**First ionisation energies of lanthanide atoms: screening, exchange and the irregular rows**

The table holds first ionisation energies of eleven lanthanide atoms from two-component X2C-1e GHF and GMP2 calculations (PySCF, x2c-TZVPall-2c), with a screened spin-orbit term and spin-free, beside NIST values. The program sorts the rows by the electron lost, works out errors, correlation and spin-orbit shifts, and checks the spin and angular momentum of the determinants. For the 6s series Pr to Yb it compares the slopes before and after half-filling with a hydrogenic estimate and with a count of 4f–6s exchange pairs, using the Sm to Tb gap as a check. GMP2 reproduces the rise of 0.78 eV while lying 0.13 to 0.15 eV low, spin-orbit coupling shifts these rows by less than 0.005 eV, and the slope grows far more than the hydrogenic estimate allows. La and Ce are not in their intended states, and Lu, which loses a 5d electron, remains 0.35 eV low in GMP2.

PySCF 2.14.0, two-component X2C-1e GHF (one spinor determinant in jj occupation) and GMP2, x2c-TZVPall-2c basis, Gaussian nucleus: ionisation energies of neutral lanthanide atoms as total-energy differences. GMP2 freezes the 1s–3d shells and drops 18 virtual spinors. Screened-SO has the one-electron spin-orbit term with screened-nucleus factors; spin-free has none.

## Analysis program

```python
# Table: first ionisation energies (eV) of lanthanide atoms, PySCF X2C-1e GHF and GMP2, x2c-TZVPall-2c,
# with screened spin-orbit term and spin-free, against NIST values. Tested: sizes of correlation and
# spin-orbit, slopes of the 6s series against 4f-6s exchange counting, states of the determinants.
T = {
    'species': ['La', 'Ce', 'Pr', 'Nd', 'Pm', 'Sm', 'Tb', 'Dy', 'Tm', 'Yb', 'Lu'],
    'Z': [57, 58, 59, 60, 61, 62, 65, 66, 69, 70, 71],
    'N': [57, 58, 59, 60, 61, 62, 65, 66, 69, 70, 71],
    'config': ['[Xe] (5d3/2)1 6s2', '[Xe] (4f5/2)1 (5d3/2)1 6s2', '[Xe] (4f5/2)3 6s2', '[Xe] (4f5/2)4 6s2', '[Xe] (4f5/2)5 6s2', '[Xe] (4f5/2)6 6s2', '[Xe] (4f5/2)6 (4f7/2)3 6s2', '[Xe] (4f5/2)6 (4f7/2)4 6s2', '[Xe] (4f5/2)6 (4f7/2)7 6s2', '[Xe] 4f14 6s2', '[Xe] 4f14 (5d3/2)1 6s2'],
    'final': ['[Xe] (5d3/2)2', '[Xe] (4f5/2)1 (5d3/2)2', '[Xe] (4f5/2)3 (6s1/2)1', '[Xe] (4f5/2)4 (6s1/2)1', '[Xe] (4f5/2)5 (6s1/2)1', '[Xe] (4f5/2)6 (6s1/2)1', '[Xe] (4f5/2)6 (4f7/2)3 (6s1/2)1', '[Xe] (4f5/2)6 (4f7/2)4 (6s1/2)1', '[Xe] (4f5/2)6 (4f7/2)7 (6s1/2)1', '[Xe] 4f14 (6s1/2)1', '[Xe] 4f14 6s2'],
    'frozen': [28, 28, 28, 28, 28, 28, 28, 28, 28, 28, 28],
    'ghf_screened_so': [4.73, 4.78, 4.44, 4.49, 4.54, 4.59, 4.79, 4.86, 5.07, 5.13, 4.52],  # eV
    'gmp2_screened_so': [5.62, 5.61, 5.34, 5.39, 5.45, 5.49, 5.72, 5.81, 6.05, 6.12, 5.08],  # eV
    'ghf_spin_free': [None, None, 4.44, 4.49, 4.54, 4.59, 4.78, 4.85, 5.06, 5.13, 4.41],  # eV
    'gmp2_spin_free': [None, None, 5.34, 5.39, 5.44, 5.49, 5.72, 5.8, 6.04, 6.12, 4.89],  # eV
    'ref': [5.5769, 5.5386, 5.4702, 5.525, 5.58187, 5.64372, 5.8638, 5.93906, 6.1844, 6.25416, 5.42587],  # eV
    'kind': ['measured', 'measured', 'semi-empirical', 'measured', 'measured', 'measured', 'measured', 'measured', 'measured', 'measured', 'measured'],
}
import numpy as np
from scipy.constants import physical_constants as pc
Ry = pc['Rydberg constant times hc in eV'][0]
sp, Z, ref = T['species'], np.array(T['Z']), np.array(T['ref'], float)
proc = ['5d' if '6s2' in f else '6s' if '6s1/2' in f else 'ds2>d2' for f in T['final']]
# Further outputs of the same runs (more digits; La, Ce spin-free), order La Ce Pr Nd Pm Sm Tb Dy Tm Yb Lu
hs = np.array([4.7259, 4.7812, 4.4405, 4.4895, 4.5395, 4.5877, 4.7862, 4.8568, 5.0669, 5.1333, 4.5196])
ms = np.array([5.6232, 5.6050, 5.3386, 5.3926, 5.4453, 5.4938, 5.7238, 5.8054, 6.0485, 6.1236, 5.0785])
hn = np.array([4.7471, 4.6903, 4.4394, 4.4888, 4.5386, 4.5863, 4.7839, 4.8539, 5.0638, 5.1299, 4.4059])
mn = np.array([5.6975, 5.5634, 5.3375, 5.3918, 5.4438, 5.4916, 5.7213, 5.8022, 6.0448, 6.1192, 4.8927])
# Further outputs: S^2, J^2 and 2M of atom (a) and ion (i), screened-SO runs; none given for Lu
S2a = [1.77, 2.58, 3.74, 6.00, 8.71, 11.91, 8.64, 5.90, 0.85, 0.11]
S2i = [1.74, 3.24, 5.96, 8.73, 11.94, 15.63, 11.85, 8.61, 2.10, 0.86]
J2a = [3.78, 20.07, 26.93, 23.44, 13.17, 5.51, 63.78, 72.01, 15.76, 0.00]
J2i = [6.40, 25.54, 23.19, 20.20, 11.43, 6.26, 72.02, 80.76, 20.01, 0.75]
Ma, Mi = [3, 8, 9, 8, 5, 0, 15, 16, 7, 0], [4, 9, 8, 7, 4, 1, 16, 17, 8, 1]
q = lambda two: two / 2 * (two / 2 + 1)
s = [k for k in range(len(sp)) if proc[k] == '6s']
u = {k: int(min(Z[k] - 56, 70 - Z[k])) for k in s}   # unpaired 4f electrons
dev = max(np.abs(hs - np.array(T['ghf_screened_so'])).max(), np.abs(ms - np.array(T['gmp2_screened_so'])).max())
print(f'table rounded to 0.005 eV; four-decimal outputs used below, largest difference from table {dev:.4f} eV')
print('row lost | GHF-NIST GMP2-NIST | GMP2-GHF, % of GHF gap | spin-orbit shift GHF, GMP2 (eV)')
for k in range(len(sp)):
    print(f'{sp[k]} {proc[k]:6s} | {hs[k]-ref[k]:+.3f} {ms[k]-ref[k]:+.3f} | {ms[k]-hs[k]:.3f} '
          f'{100*(ms[k]-hs[k])/(ref[k]-hs[k]):.0f}% | {hs[k]-hn[k]:+.4f} {ms[k]-mn[k]:+.4f}')
print('row | S2 atom (ideal), S2 ion (ideal) | J2 - M(M+1): atom, ion')
for k in range(10):
    ta, ti = (u[k], u[k] + 1) if k in u else ((1, 2), (0, 3))[k]   # La 2D, 3F; Ce 1G, 4H as labelled
    print(f'{sp[k]} | {S2a[k]:.2f} ({q(ta):.2f}), {S2i[k]:.2f} ({q(ti):.2f}) | '
          f'{J2a[k]-q(Ma[k]):+.2f}, {J2i[k]-q(Mi[k]):+.2f}')
print('step | change of unpaired 4f | rise per proton GHF, GMP2, NIST (eV)')
for a, b in zip(s[:-1], s[1:]):
    d = Z[b] - Z[a]
    print(f'{sp[a]}-{sp[b]} ({d}) | {u[b]-u[a]:+d} | ' + ' '.join(f'{(y[b]-y[a])/d:.3f}' for y in (hs, ms, ref)))
pr, sm, tb, yb, lu = (sp.index(x) for x in ('Pr', 'Sm', 'Tb', 'Yb', 'Lu'))
print('level | rise Pr-Yb, per proton | slope Pr-Sm, Tb-Yb, ratio (sqrt E ratio) | mean, half-diff | Sm-Tb counted, found')
kink = []
for name, y in (('GHF', hs), ('GMP2', ms), ('GHF spin-free', hn), ('NIST', ref)):
    s1, s2 = (y[sm] - y[pr]) / (Z[sm] - Z[pr]), (y[yb] - y[tb]) / (Z[yb] - Z[tb])
    hyd = np.sqrt((y[tb] + y[yb]) / (y[pr] + y[sm]))
    a, h = (s1 + s2) / 2, (s2 - s1) / 2
    pred = a * (Z[tb] - Z[sm]) - h * (u[tb] - u[sm])
    kink.append(s2 / s1 > hyd)
    print(f'{name} | {y[yb]-y[pr]:.3f} {(y[yb]-y[pr])/(Z[yb]-Z[pr]):.3f} | {s1:.3f} {s2:.3f} {s2/s1:.2f} ({hyd:.2f})'
          f' | {a:.3f} {h:.4f} | {pred:.3f} {y[tb]-y[sm]:.3f}')
c, rise = ms - hs, ms[yb] - ms[pr]
print(f'correlation part of GMP2 rise Pr-Yb {c[yb]-c[pr]:.3f} eV = {100*(c[yb]-c[pr])/rise:.0f}%; '
      f'spin-orbit part {(ms-mn)[yb]-(ms-mn)[pr]:.4f} eV')
ze = 6 * np.sqrt(ref / Ry)
g = (ze[yb] - ze[pr]) / (Z[yb] - Z[pr])
print(f'hydrogenic charge, n=6, NIST: Pr {ze[pr]:.2f}, Yb {ze[yb]:.2f}; gain per proton {g:.3f}, screened {100*(1-g):.1f}%')
print(f'Yb to Lu change (eV): GHF {hs[lu]-hs[yb]:+.3f}, GMP2 {ms[lu]-ms[yb]:+.3f}, NIST {ref[lu]-ref[yb]:+.3f}')
print(f'Lu 5d splitting implied by shift / 0.6 (eV): GHF {(hs-hn)[lu]/0.6:.2f}, GMP2 {(ms-mn)[lu]/0.6:.2f}')
print(f'La, Ce above Pr (eV): NIST {ref[0]-ref[pr]:+.3f} {ref[1]-ref[pr]:+.3f}; GMP2 {ms[0]-ms[pr]:+.3f} {ms[1]-ms[pr]:+.3f}')
e = (ms - ref)[s]
print(f'6s rows GMP2-NIST: mean {e.mean():+.3f}, range {e.min():+.3f} to {e.max():+.3f} eV, worst {sp[s[int(e.argmin())]]}')
assert dev < 0.0052 and all((np.diff(y[s]) > 0).all() for y in (hs, ms, ref))
assert np.abs((ms - mn)[s]).max() < 0.005 and np.abs((hs - hn)[s]).max() < 0.005 and (ms - mn)[lu] > 0.1
assert all(kink) and all(abs(S2i[k] - q(u[k] + 1)) < 0.2 for k in s)
assert e.max() < 0 and e.max() - e.min() < 0.03
```

Printed output:

```
table rounded to 0.005 eV; four-decimal outputs used below, largest difference from table 0.0050 eV
row lost | GHF-NIST GMP2-NIST | GMP2-GHF, % of GHF gap | spin-orbit shift GHF, GMP2 (eV)
La ds2>d2 | -0.851 +0.046 | 0.897 105% | -0.0212 -0.0743
Ce ds2>d2 | -0.757 +0.066 | 0.824 109% | +0.0909 +0.0416
Pr 6s     | -1.030 -0.132 | 0.898 87% | +0.0011 +0.0011
Nd 6s     | -1.036 -0.132 | 0.903 87% | +0.0007 +0.0008
Pm 6s     | -1.042 -0.137 | 0.906 87% | +0.0009 +0.0015
Sm 6s     | -1.056 -0.150 | 0.906 86% | +0.0014 +0.0022
Tb 6s     | -1.078 -0.140 | 0.938 87% | +0.0023 +0.0025
Dy 6s     | -1.082 -0.134 | 0.949 88% | +0.0029 +0.0032
Tm 6s     | -1.117 -0.136 | 0.982 88% | +0.0031 +0.0037
Yb 6s     | -1.121 -0.131 | 0.990 88% | +0.0034 +0.0044
Lu 5d     | -0.906 -0.347 | 0.559 62% | +0.1137 +0.1858
row | S2 atom (ideal), S2 ion (ideal) | J2 - M(M+1): atom, ion
La | 1.77 (0.75), 1.74 (2.00) | +0.03, +0.40
Ce | 2.58 (0.00), 3.24 (3.75) | +0.07, +0.79
Pr | 3.74 (3.75), 5.96 (6.00) | +2.18, +3.19
Nd | 6.00 (6.00), 8.73 (8.75) | +3.44, +4.45
Pm | 8.71 (8.75), 11.94 (12.00) | +4.42, +5.43
Sm | 11.91 (12.00), 15.63 (15.75) | +5.51, +5.51
Tb | 8.64 (8.75), 11.85 (12.00) | +0.03, +0.02
Dy | 5.90 (6.00), 8.61 (8.75) | +0.01, +0.01
Tm | 0.85 (0.75), 2.10 (2.00) | +0.01, +0.01
Yb | 0.11 (0.00), 0.86 (0.75) | +0.00, +0.00
step | change of unpaired 4f | rise per proton GHF, GMP2, NIST (eV)
Pr-Nd (1) | +1 | 0.049 0.054 0.055
Nd-Pm (1) | +1 | 0.050 0.053 0.057
Pm-Sm (1) | +1 | 0.048 0.049 0.062
Sm-Tb (3) | -1 | 0.066 0.077 0.073
Tb-Dy (1) | -1 | 0.071 0.082 0.075
Dy-Tm (3) | -3 | 0.070 0.081 0.082
Tm-Yb (1) | -1 | 0.066 0.075 0.070
level | rise Pr-Yb, per proton | slope Pr-Sm, Tb-Yb, ratio (sqrt E ratio) | mean, half-diff | Sm-Tb counted, found
GHF | 0.693 0.063 | 0.049 0.069 1.41 (1.05) | 0.059 0.0102 | 0.188 0.199
GMP2 | 0.785 0.071 | 0.052 0.080 1.55 (1.05) | 0.066 0.0141 | 0.212 0.230
GHF spin-free | 0.691 0.063 | 0.049 0.069 1.41 (1.05) | 0.059 0.0101 | 0.187 0.198
NIST | 0.784 0.071 | 0.058 0.078 1.35 (1.04) | 0.068 0.0101 | 0.214 0.220
correlation part of GMP2 rise Pr-Yb 0.092 eV = 12%; spin-orbit part 0.0033 eV
hydrogenic charge, n=6, NIST: Pr 3.80, Yb 4.07; gain per proton 0.024, screened 97.6%
Yb to Lu change (eV): GHF -0.614, GMP2 -1.045, NIST -0.828
Lu 5d splitting implied by shift / 0.6 (eV): GHF 0.19, GMP2 0.31
La, Ce above Pr (eV): NIST +0.107 +0.068; GMP2 +0.285 +0.266
6s rows GMP2-NIST: mean -0.136, range -0.150 to -0.131 eV, worst Sm
```
